# Quantum creep of a pinned vortex in YBa$_2$Cu$_3$O$_7$: the overdamped bounce

## Problem

A vortex lies along the $c$ axis of YBa$_2$Cu$_3$O$_7$, and a current density $j$ flows in the planes. A segment of length $L$ is treated as a rigid particle with one coordinate $x$, mass $M$ and Ohmic drag $\eta$. It moves in

$$U(x)=-F_c a\cos(x/a)-Fx,\qquad F=j\Phi_0L,\qquad F_c=j_c\Phi_0L,$$

with $\Phi_0=h/2e=2.068\times10^{-15}$ Wb. The drag has the Bardeen–Stephen form $\eta=L\Phi_0B_{c2}/\rho_n$ with $B_{c2}=\Phi_0/2\pi\xi^2$.

Typical low-temperature inputs: $\xi=1.6$ nm, $\rho_n=20\ \mu\Omega$ cm, $j_c=3\times10^{11}$ A m$^{-2}$. Assumed inputs: $L=2.4$ nm (about two unit cells), $a=1.0$ nm, $M=30\,m_e$, $\epsilon=1-j/j_c=0.10$. Constants: $\hbar=0.6582$ meV ps, $k_B=0.08617$ meV K$^{-1}$.

Find (a) the cubic well and the damping ratio, (b) the crossover temperature $T_0$, (c) the bounce at $T=0$ and $0.15$ K, (d) the exponent $S_B/\hbar$ in the escape rate $\Gamma\propto e^{-S_B/\hbar}$, and (e) the size of what was neglected. Third and fourth figures are kept only so that the arithmetic can be followed.

## (a) Well and drag

Put $x=\pi a/2+y$. Then $U'=F_c\cos(y/a)-F\approx F_c(\epsilon-y^2/2a^2)$, which vanishes at $y=\mp a\sqrt{2\epsilon}$. Measured from the minimum by $q$,

$$V(q)=\tfrac12\kappa q^2\Big(1-\frac{2q}{3q_b}\Big),\quad q_b=2a\sqrt{2\epsilon},\quad \kappa=\frac{F_c\sqrt{2\epsilon}}{a},\quad V_b=\frac{\kappa q_b^2}{6}.$$

With $F_c=9.293$ meV nm$^{-1}$ and $\sqrt{2\epsilon}=0.4472$: $q_b=0.894$ nm, $\kappa=4.156$ meV nm$^{-2}$, and $V_b=0.554$ meV, or $V_b/k_B=6.43$ K.

The drag per length is $\Phi_0^2/2\pi\xi^2\rho_n=1.329\times10^{-6}$ N s m$^{-2}$ (with $B_{c2}=129$ T), so $\eta=3.190\times10^{-15}$ kg s$^{-1}=19.91$ meV ps nm$^{-2}$. Then $\gamma=\eta/M=117$ ps$^{-1}$, $\omega_0=\sqrt{\kappa/M}=4.94$ ps$^{-1}$ and $\gamma/\omega_0=24$.

**Predict:** if $\gamma\gg\omega_0$, which time scale is left, and does it contain $M$?

Only $\tau_0=\gamma/\omega_0^2=\eta/\kappa=4.79$ ps is left, and $M$ cancels in it.

## (b) Action and crossover

Write a path of period $\hbar\beta=\hbar/k_BT$ as $q(\tau)=\sum_nq_ne^{in\nu\tau}$ with $\nu=2\pi k_BT/\hbar$. Integrating out an Ohmic bath in the manner of Caldeira and Leggett gives the Euclidean action

$$S=\frac{\hbar\beta}{2}\sum_n\big(Mn^2\nu^2+\eta|n|\nu+\kappa\big)|q_n|^2-\frac{\kappa}{3q_b}\int_0^{\hbar\beta}q^3\,d\tau .$$

At frequencies near $1/\tau_0$ inertia is smaller than drag by $\omega_0^2/\gamma^2$, and we drop it.

The constant path $q=q_b$ has $S=\hbar\beta V_b$, the Arrhenius exponent. Since $V''(q_b)=-\kappa$, its fluctuation modes have stiffness $\eta|n|\nu-\kappa$.

**Predict:** what happens to the modes $n=\pm1$ on cooling?

They soften and reach zero stiffness at $\eta\nu=\kappa$, which defines

$$k_BT_0=\frac{\hbar\omega_0^2}{2\pi\gamma}=\frac{\hbar}{2\pi\tau_0}=\frac{0.6582\ \text{meV ps}}{2\pi\times4.79\ \text{ps}}=0.0219\ \text{meV},$$

so $T_0=0.254$ K. Below $T_0$ a $\tau$-dependent saddle, the bounce, takes over.

## (c) The bounce

Let $\theta=T/T_0=\eta\nu/\kappa$. Stationarity of $S$ gives

$$(1+\theta|n|)\,q_n=\frac1{q_b}\sum_mq_mq_{n-m}.$$

**Predict:** which sequence, convolved with itself, returns itself times a function linear in $|n|$?

Try $q_n=Ae^{-b|n|}$. For $n\ge0$ the $n+1$ terms with $0\le m\le n$ each give $e^{-bn}$, and the two tails are geometric series. Together

$$\sum_me^{-b|m|-b|n-m|}=e^{-b|n|}\big(|n|+\coth b\big).$$

Matching the $|n|$ term gives $A=\theta q_b$, and matching the constant gives $\tanh b=\theta$. The Fourier series sums to a Poisson kernel, the solution of Larkin and Ovchinnikov:

$$q_B(\tau)=\theta q_b\,\frac{\sinh b}{\cosh b-\cos\nu\tau}=\frac{\theta^2q_b}{1-\sqrt{1-\theta^2}\cos\nu\tau}.$$

It swings between $q_b(1\pm\sqrt{1-\theta^2})$ and flattens to $q_b$ at $T_0$. For $\theta\to0$, use $\nu\tau=\theta\tau/\tau_0$ and expand the denominator to order $\theta^2$:

$$q_B(\tau)=\frac{2q_b}{1+(\omega_0^2\tau/\gamma)^2}.$$

**Predict:** without friction the bounce turns at $V=0$, that is at $3q_b/2=1.34$ nm. Does the damped path go further or less far?

It goes further, to $2q_b=1.79$ nm. The vortex excites the bath while tunnelling, so it must emerge where $V<0$. The half-width in imaginary time is $\tau_0=4.79$ ps.

At 0.15 K: $\theta=0.591$, $b=\operatorname{artanh}\theta=0.679$, $\hbar\beta=50.9$ ps and $\sqrt{1-\theta^2}=0.807$. The path runs between 0.17 nm and 1.62 nm.

## (d) The exponent

Write $S=S_2-S_3$ for the quadratic and cubic parts. Stationarity under $q\to\lambda q$ gives $2S_2=3S_3$, so $S_B=S_2/3$. The two sums needed are $\sum_ne^{-2b|n|}=\coth b=1/\theta$ and $\sum_n|n|e^{-2b|n|}=1/(2\sinh^2b)=(1-\theta^2)/2\theta^2$. With $\kappa q_b^2=6V_b$,

$$S_B=\hbar\beta V_b\,\theta^2\Big[\frac1\theta+\frac{1-\theta^2}{2\theta}\Big]=\hbar\beta V_b\,\frac{\theta(3-\theta^2)}{2}.$$

Since $\hbar\beta\theta=\hbar/k_BT_0=2\pi\gamma/\omega_0^2$,

$$S_B=\frac{3\pi\gamma V_b}{\omega_0^2}\Big[1-\frac13\Big(\frac{T}{T_0}\Big)^2\Big].$$

**Predict:** how does the $T=0$ action change if the pin is made twice as stiff at fixed $q_b$?

It does not change, because $3\pi\gamma V_b/\omega_0^2=\pi\eta q_b^2/2=4\pi\eta a^2\epsilon$. On the Lorentzian $\int V\,d\tau=0$, and the whole action is frictional. Numerically

$$\frac{S_B(0)}{\hbar}=\frac{\pi\times19.91\ \text{meV ps nm}^{-2}\times0.800\ \text{nm}^2}{2\times0.6582\ \text{meV ps}}=38.0 .$$

| $T$ (K) | $S_B/\hbar$ | $V_b/k_BT$ |
|---|---|---|
| 0 | 38.0 | $\infty$ |
| 0.15 | 33.6 | 42.9 |
| 0.254 | 25.3 | 25.3 |

At $T_0$ the bracket is $2/3$, so $S_B=2\pi\gamma V_b/\omega_0^2=\hbar\beta V_b$. The slopes agree as well: in units of $\pi\gamma V_b/\omega_0^2$ the two exponents are $3-\theta^2$ and $2/\theta$, both with derivative $-2$ at $\theta=1$. Warming from 0 to 0.15 K lowers the exponent by 4.4, and the decrease goes as $T^2$. The prefactor of $\Gamma$ is not computed here.

## (e) What was neglected

Because $q_B$ is stationary, a small added term shifts $S_B$ in first order by its value on the unperturbed bounce, less its value on the constant path at the minimum. All three estimates are for $T=0$, with $s=\tau/\tau_0$.

**Predict:** inertia, the shape of the pin, or the Hall force: which matters least?

*Inertia.* Using $\int s^2(1+s^2)^{-4}ds=\pi/16$, one finds $\tfrac M2\int\dot q_B^2\,d\tau=\pi Mq_b^2/2\tau_0$. The relative shift is $\omega_0^2/\gamma^2=0.0018$, and a mass ten times larger gives 0.018. The poorly known vortex mass matters least.

*Pin shape.* The next term of $F_ca\sin(y/a)$ is $F_cy^5/120a^4$. On the bounce $y=a\sqrt{2\epsilon}\,(4\ell-1)$ with $\ell=1/(1+s^2)$, and $\int[(4\ell-1)^5+1]\,ds=60\pi$. This gives $\delta S=2\pi\eta a^2\epsilon^2$, a relative shift $\epsilon/2=0.05$, or $+1.9$ in the exponent. That is nearly half of the thermal effect of 4.4, and it moves the $T=0$ exponent to about 40.

*Hall force.* A transverse force with coefficient $\eta\tan\theta_H$ couples $q$ to a sideways coordinate of stiffness $\kappa_\perp$. Integrating that coordinate out adds $\eta^2\tan^2\theta_H\,\omega^2/(\kappa_\perp+\eta|\omega|)$ to the kernel $\eta|\omega|+\kappa$ at frequency $\omega$. The bounce transforms to $2\pi q_b\tau_0e^{-|\omega|\tau_0}$, so with $r=\kappa_\perp/\kappa$

$$\frac{\delta S}{S_B(0)}=4\tan^2\theta_H\int_0^\infty\frac{u^2e^{-2u}}{r+u}\,du .$$

The rough choice $\kappa_\perp=F_c/a$ gives $r=2.24$ and a shift of $0.3\tan^2\theta_H$. This equals the thermal effect at $\tan\theta_H\approx0.6$. The purely dissipative result therefore needs a dirty core with a small Hall angle, which is also where Bardeen–Stephen drag applies. The bounce probes energies $\hbar/\tau_0=0.14$ meV, and the drag was assumed frequency-independent on that scale. Bending of the line was not computed; it is hidden in the assumed $L$, to which $S_B$ is proportional, while $T_0$ does not depend on $L$.

## The creep rate of the model

**Predict:** a persistent current decays until the escape time matches the waiting time, $\ln t=S_B(j)/\hbar+\text{const}$. What is $Q=|d\ln j/d\ln t|$ at $T=0$?

With $S_B/\hbar=(4\pi\eta a^2/\hbar)(1-j/j_c)$ and $4\pi\eta a^2/\hbar=380$,

$$Q=\frac{1}{380\times0.90}\approx0.003 .$$

The model thus gives $T_0\approx0.25$ K, a $T=0$ exponent of 38 to 40, and $Q\approx0.003$. These are the model's numbers, resting on assumed $L$, $a$ and $\epsilon$. As typical knowledge, creep in YBa$_2$Cu$_3$O$_7$ levels off around 1 K at a rate of order 0.01, so the model is low in both by a factor of roughly three to four. Both $T_0$ and $Q$ scale as $1/\eta$, so a drag weaker than the one taken here would raise them together.